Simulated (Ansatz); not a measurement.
# A series in volume per atom on Ca₄Pt

All results are calculated (Ansatz 0.2.0). Kohn-Sham gap and band edges on the k mesh of a periodic cell at fixed atoms; k points in fractions of the reciprocal cell vectors; the gap counts as zero where a band crosses the Fermi level or it is under half the smearing width; plane waves with PAW datasets, Gamma-centred k mesh.

Cell of the first row (space group Pm-3m, No. 221):
```
Ca4Pt
1.0
      5.4321     0.0000     0.0000
      0.0000     5.4321     0.0000
      0.0000     0.0000     5.4321
Ca Pt
4 1
Direct
  0.00000 0.50000 0.50000
  0.50000 0.00000 0.50000
  0.50000 0.50000 0.00000
  0.00000 0.00000 0.00000
  0.50000 0.50000 0.50000
```

Settings of every row: functional PBE; dispersion none; spin none; wave cutoff 420 eV; k mesh 8x8x8; occupations gaussian; smearing width 0.1 eV.

Limits: no spin-orbit coupling, which can matter with elements this heavy; the cell comes from a prototype or a list of computed structures and needn't be the stable phase.

| row | volume per atom (Å³) | smearing entropy term (meV/atom) |
| --- | --- | --- |
| 1 | 32.058 | -3.42 |
| 2 | 33.15 | -3.51 |
| 3 | 34.243 | -3.6 |
| 4 | 35.336 | -3.68 |
| 5 | 36.429 | -3.75 |
| 6 | 37.522 | ? |
| 7 | 38.615 | -3.88 |
| 8 | 40.072 | -3.97 |

Question: what smearing entropy term should row 6 give?

Worked fit of smearing entropy term. Take t = volume per atom − 36, in Å³. The shown rows have t = -3.942, -2.85, -1.757, -0.664, 0.429, 2.615, 4.072. Least squares give smearing entropy term = −3.723 − 0.0682 × t + 0.00208 × t² meV/atom; a straight line predicts inner rows, each left out in turn, worse (root mean square 0.014 against 0.0056 meV/atom). The rows lie off it by 0.00, 0.00, 0.00, 0.00, 0.00, 0.01, 0.00. The withheld row has t = 1.522, so the fit gives −3.723 − 0.0682 × (1.522) + 0.00208 × (1.522)² = -3.82 meV/atom.

The calculation gave -3.81 meV/atom. The fit lies 0.01 meV/atom (1.8 % of the column's range) below it, one unit of the last digit.
